An equation of state is built from total energies at several volumes, and for a metal each of those energies carries a small trace of the smearing used to fill the bands. If the trace were the same at every volume it would cancel. In cubic TiRh₃, calculated with r2SCAN and without spin, it varies with volume. The question here is how large it becomes when the crystal is compressed to 13.524 and 13.105 Å³/atom.

TiRh₃ in the cubic Pm-3m structure, calculated with Ansatz 0.2.0 using r2SCAN, scalar-relativistic and without spin polarization, with PAW and plane waves up to 500 eV. Each row is a single-point calculation with a 12×12×12 k mesh and Gaussian smearing of width 0.1 eV. The smearing entropy term is −TS, the amount it adds to the free energy.

| volume (Å³/atom) | shortest distance (Å) | smearing entropy term (meV/atom) |
| --- | --- | --- |
| 13.105 | 2.646 | ? |
| 13.524 | 2.674 | ? |
| 13.942 | 2.702 | -4.160 |
| 14.077 | 2.710 | -4.230 |
| 14.249 | 2.721 | -4.310 |
| 14.360 | 2.728 | -4.370 |
| 14.778 | 2.755 | -4.580 |

The row at 13.942 Å³/atom is the natural starting point, because the calculated pressure there is practically zero. The other known rows are stretched crystals. Between 13.942 and 14.778 Å³/atom the smearing entropy term grows smoothly in size, from 4.16 to 4.58 meV/atom.

**What the term counts**

Smearing replaces the sharp edge between filled and empty states by a soft one of width σ, here 0.1 eV. The term is therefore a product of the chosen width, not the entropy of a metal at some temperature. A state at energy E from the Fermi level contributes −(σ/2√π)·exp(−E²/σ²), so only states within a few tenths of an eV matter. If the density of states N is nearly constant over that window, summing the contributions gives −σ²N/2.

The same calculation gives N at the Fermi level as 3.22 states/eV for the cell of four atoms at 13.942 Å³/atom. The formula then yields 0.1² × 3.22/4/2 eV, or about 4.0 meV/atom in size, within a few per cent of the table. The term is thus in essence a count of the states near the Fermi level.

**Why expansion makes it grow**

Titanium and rhodium both have partly filled d shells, and the d orbitals of neighbouring atoms combine into bands. When the atoms move apart, the orbitals overlap less and the bands become narrower. The number of states stays the same, so more of them fall into each eV. Standard band theory lets the coupling between d orbitals fall as the fifth power of the distance. If all band energies shrink together, N grows as distance⁵, which is volume^(5/3).

The known rows agree with this. The shortest distance grows by 2 per cent between 13.942 and 14.778 Å³/atom, and the term grows by 10 per cent, five times as much. Free-electron bands, whose width falls only as the square of the distance, would give about 4 per cent. Over the same range, the energy interval shared by two successive bands near the Fermi level shrinks by 9 per cent, nearly in step with the growth of the term.

One comparison fits less well. Between 13.942 and 14.249 Å³/atom the density of states exactly at the Fermi level rises by 1.1 per cent, the term by 3.6 per cent. The term samples a window and not a single energy, so the two need not agree. The bands may not narrow quite uniformly, or the k mesh may be too coarse to fix the density of states at one energy to a few per cent; these numbers do not tell which. That d-band narrowing drives the trend is argued from theory and supported by these numbers; they do not settle it.

**The forecast**

The model keeps the exponent at 5/3 and adjusts one amplitude to the five known rows, which gives −4.159 meV/atom at 13.942 Å³/atom. The smallest volume was not part of that fit. Its volume ratio is 13.105/13.942 = 0.940, and 0.940 to the power 5/3 is 0.902. Multiplying by the amplitude gives −3.75 meV/atom.

On compression the term should therefore shrink in size, without a jump or a turn:

- at 13.524 Å³/atom: −3.95 ± 0.03 meV/atom
- at 13.105 Å³/atom: −3.75 ± 0.06 meV/atom

The ranges allow the exponent to be wrong by about 0.25. They are a judgement, not a statistical error. A peak or dip in the density of states that moves through the Fermi level under compression could break them.

The withheld rows as computed:

| volume (Å³/atom) | shortest distance (Å) | smearing entropy term (meV/atom) |
| --- | --- | --- |
| 13.105 | 2.646 | -3.730 |
| 13.524 | 2.674 | -3.950 |

**How it came out**

Both values lie inside their ranges. At 13.524 Å³/atom forecast and calculation agree within the rounding of the table. At 13.105 Å³/atom the calculation gives −3.73 meV/atom, so the model overstates the size of the term by 0.02 meV/atom, about half a per cent.

That miss has a direction: under compression the term shrinks in size somewhat faster than the model allows. Taken from the unrounded entropies of the same runs, the effective exponent is 1.73 between 13.105 and 13.942 Å³/atom, against 1.66 on the stretched side. The output printed below works from the rounded table and makes the difference look larger. A slight change in the shape of the density of states near the Fermi level could cause this, and so could the finite k mesh; neither was tested.

A straight line in volume, fitted to the same five rows, comes closer at the smallest volume, with a miss of 0.01 meV/atom. The success of the forecast therefore supports smooth extrapolation over a few per cent of volume more than it supports the exact power 5/3. What the band picture adds is a likely reason for the slope and a sense of its size. The output printed below gives both fits.

**What to do about it**

For an equation of state, the slope of the term matters more than its size. On the stretched side the term grows by 0.50 meV/atom for each Å³/atom. With Gaussian smearing, the band energy rises by about half of what the entropy term takes away, so the free energy keeps only the other half, 0.25 meV per Å³. Since 1 meV per Å³ equals 0.16 GPa, smearing adds an outward pressure of roughly 0.04 GPa.

That is little for this crystal. Stretching it by 1 per cent in volume, from 13.942 to 14.077 Å³/atom, changes the calculated pressure by 2.4 GPa. The smearing thus shifts the equilibrium volume by only about 0.02 per cent, far less than most uses of such a calculation would notice.

The sound habit is to keep the same width at every volume and to fit the energies extrapolated to zero width, which removes the leading part of the effect. Widening the smearing to make the k mesh converge more easily has a price: by the formula above, twice the width means four times the term, and four times the false pressure, as long as the density of states stays smooth over the wider window.

Output of the analysis:

```
fit of smearing_entropy_term on 5 rows: coefficient of x53 -4.159 +/- 0.0012; rms 0.00251, worst 14.077 0.00369, leave-one-out rms 0.00315
  rows outside the fit (model, value, miss): 13.105 -3.751, -3.73, -0.0212; 13.524 -3.953, -3.95, -0.00324
fit of smearing_entropy_term on 5 rows: constant 2.834 +/- 0.06, coefficient of vol -0.5016 +/- 0.0042; rms 0.00208, worst 14.249 -0.00385, leave-one-out rms 0.00321
  rows outside the fit (model, value, miss): 13.105 -3.74, -3.73, -0.00997; 13.524 -3.95, -3.95, -0.000157
Forecast at 13.105 Å³/atom, d-band scaling, meV/atom: -3.751
Allowance at 13.105 for an exponent wrong by a quarter, meV/atom: 0.05806
Forecast at 13.524 Å³/atom, d-band scaling, meV/atom: -3.953
Allowance at 13.524 for an exponent wrong by a quarter, meV/atom: 0.03008
Effective exponent of the term in volume, 13.942 to 14.778: 1.652
Growth of the term from 13.942 to 14.778, percent: 10.1
Growth expected from d-band scaling, percent: 10.19
Growth expected from free-electron scaling, percent: 3.959
Change of the band overlap from 13.942 to 14.778, percent: -8.684
Change of overlap times term from 13.942 to 14.778, percent: 0.5357
Term estimated from the density of states at 13.942, meV/atom: -4.025
Term estimated from the density of states at 14.249, meV/atom: -4.07
Growth of the density of states from 13.942 to 14.249, percent: 1.118
Growth of the term from 13.942 to 14.249, percent: 3.606
Slope of the term, 13.942 to 14.778, meV per Å³: -0.5024
Slope of the term, 13.105 to 13.942, meV per Å³: -0.5137
Effective exponent of the term in volume, 13.105 to 13.942: 1.762
```
